Q: A manganese ion in alumina has three unpaired electrons. How far out can the surrounding nuclei feel them?

A: A semilocal density-functional calculation gives about 100 MHz at the manganese nucleus, roughly half the measured size, and 5 MHz or less at the neighbours known so far. These are isotropic hyperfine constants, written A, which measure how strongly a nuclear spin couples to the electron spin. In magnetic resonance they split the lines, and so help to show what surrounds a dopant. One oxygen, O31, is still open, and we can try to forecast it.

Ansatz 0.2.0, spin-polarised r2SCAN, scalar-relativistic, with plane waves to 500 eV and default PAW datasets with responding cores. Al2O3 with one Al replaced by Mn, charge +1, three unpaired electrons, in a 40-atom supercell at relaxed positions with a 3×3×3 k-point mesh. The isotropic constant A, defined by H = A I·S, comes from the contact spin density alone.

```
atom  like atoms  distance from the defect (Å)  site moment (muB)  mass number  isotropic hyperfine constant (MHz)
 Mn1           1                          0.05               2.50           55                              -105.9
 O29           3                          1.84               0.03           17                                -2.0
 O19           3                          1.97              -0.01           17                                -0.9
 Al5           1                          2.71               0.00           27                                 2.0
Al10           3                          2.83               0.00           27                                 4.8
 Al6           3                          3.24               0.00           27                                 2.6
 O17           3                          3.43               0.00           17                                -0.5
Al14           3                          3.50               0.00           27                                 3.2
 O20           3                          3.56               0.00           17                                -0.8
 O30           3                          3.87               0.00           17                                -0.4
 O31           3                          4.38                  ?           17                                   ?
```

Q: The site moment is zero on most of these neighbours. Why isn't their hyperfine constant zero too?

A: The two columns measure different things. The site moment counts the net spin in a region around an atom, in Bohr magnetons (μB), whereas the isotropic constant depends on the spin density exactly at the nucleus. Only s electrons have appreciable density there, and it is so high that a trace of s spin gives a measurable coupling. A moment that rounds to zero can therefore go with a coupling of several MHz, as it does for the aluminium Al10.

Q: Then how should the coupling change with distance?

A: Start with the limits. Close to manganese the spin density follows the d orbitals and the bonds, so no simple law of distance can hold. Far away it must vanish. In between, suppose that the unpaired electrons occupy states in the band gap of alumina, where an electron cannot travel freely and its wave function dies off exponentially. The density is the square of the wave function, so it dies off exponentially as well:

ψ ∝ exp(−κr), hence A(r) = c exp(−r/s) with s = 1/(2κ)

Here r is the distance from the defect site (manganese itself sits 0.05 Å off it), κ the decay rate of the wave function ψ, and c sets the strength for one kind of nucleus.

Q: Can I use one curve for oxygen and aluminium?

A: No, because each nucleus has its own magnetic moment and its own s orbitals. The mass number tells you which nucleus is meant. For oxygen-17 the nuclear moment is negative, so a negative constant means positive spin density at the nucleus. I therefore fitted c and s to the five oxygens with known values and left the other elements out. Two of the five are bonded to manganese, where the law is doubtful, and polarisation of the bonds raises the spin density in some places and lowers it in others. Nor does the table show that the unpaired electrons really sit in the gap. So take the fitted c and s as a description of the data, not as properties of the wave function.

Q: What does the curve give for O31?

A: The fit gives c = −4.65 MHz and s = 1.67 Å, and O31 lies at 4.38 Å:

A = −4.65 MHz × exp(−4.38/1.67) ≈ −0.3 MHz

The known oxygens scatter about the curve by roughly 0.4 MHz, which is more than the forecast itself. My range is therefore −0.7 to +0.1 MHz, with a negative sign likelier but not assured.

Q: Why do they scatter so much?

A: Distance is only part of the story. O29 and O19 both bond directly to manganese, and their distances differ by just 0.13 Å. The curve allows an 8 % difference in coupling, but the computed values differ by a factor of 2.2. Even their site moments differ in sign. Two oxygens at similar distances can thus have quite different spin densities at the nucleus.

Q: Let me see O31.

The withheld rows as computed:

```
atom  like atoms  distance from the defect (Å)  site moment (muB)  mass number  isotropic hyperfine constant (MHz)
 O31           3                          4.38               0.00           17                                -0.1
```

A: It comes out at −0.1 MHz. The sign is the likelier one and the value lies inside the range, but the curve made the coupling about three times too strong. Don't read much into that miss of about 0.2 MHz: contact spin densities this small are uncertain by their own size, so the differences among the outer oxygens are too small to interpret.

Q: Would an inverse-cube law have done better?

A: For this atom, yes: fitted to the same five oxygens, it gives −0.13 MHz. For the three known oxygens beyond 3 Å, however, it gives a mean of −0.23 MHz against a computed −0.57 MHz. The inverse cube describes the direct magnetic field of a distant point moment, which is not part of the constant computed here. The printed output below shows both fits, but six scattered rows, which cover only 18 of the 24 oxygens in the cell, cannot settle the form of the decay.

Q: Does aluminium at least follow the distance?

A: It doesn't. Al10 is farther away than Al5, yet its coupling is 2.4 times as large. In corundum, the oxygen octahedron around Al5 shares a face with that of manganese, while the one around Al10 shares an edge. The different routes through the oxygens may be the cause, or the directions in which the d orbitals of manganese point, but no calculation here tests either.

Q: How far can I trust these numbers against a measurement?

A: At manganese, only for the sign and the order of magnitude. The d electrons slightly polarise the inner s shells, which makes the constant negative, and semilocal functionals underestimate this effect. The computed size is about half of the roughly 210 MHz that I recall from experiment. Far out the small cell matters: the outer nuclei also feel the periodic copies of the defect, so the fitted tail isn't that of a single manganese ion. Al14 even lies about midway between two such ions, roughly 3.5 Å from each. Semilocal functionals also spread the spin too far from the defect. When you assign a measured line to a neighbour, compare candidate sites one by one instead of converting the isotropic constant into a distance. For far nuclei the dipolar part of the coupling, which isn't computed here, is the better guide to distance.

Output of the analysis:

```
fit of A on 5 rows (oxy): coefficient of exp(-r/s) -4.654 +/- 0.87, s 1.669; rms 0.335, worst O19 -0.529, leave-one-out rms 0.657
  rows outside the fit (model, value, miss): Mn1 -4.516, -105.9, 101; Al5 -0.9173, 2, -2.92; Al10 -0.8537, 4.8, -5.65; Al6 -0.6677, 2.6, -3.27; Al14 -0.5714, 3.2, -3.77; O31 -0.3372, -0.1, -0.237
fit of A on 5 rows (oxy): coefficient of r**(-3) -10.75 +/- 2.1; rms 0.387, worst O20 0.562, leave-one-out rms 0.554
  rows outside the fit (model, value, miss): Mn1 -85961, -105.9, -85855; Al5 -0.5399, 2, -2.54; Al10 -0.4741, 4.8, -5.27; Al6 -0.3159, 2.6, -2.92; Al14 -0.2506, 3.2, -3.45; O31 -0.1279, -0.1, -0.0279
half width of the forecast from the scatter of known oxygens, two fitted constants allowed for (MHz): 0.4326
mean A of the known oxygens beyond 3 angstrom (MHz): -0.5667
the same mean from the exponential (MHz): -0.5349
the same mean from the inverse cube (MHz): -0.2299
A of O29 over A of O19, computed: 2.222
A of O29 over A of O19, exponential: 1.081
A of Al10 over A of Al5: 2.4
A of Al14 over A of Al6: 1.231
contact spin density of Al10 over that of O29, from A over nuclear g: 1.216
size of A of Mn in percent of the recalled measured size: 50.43
```
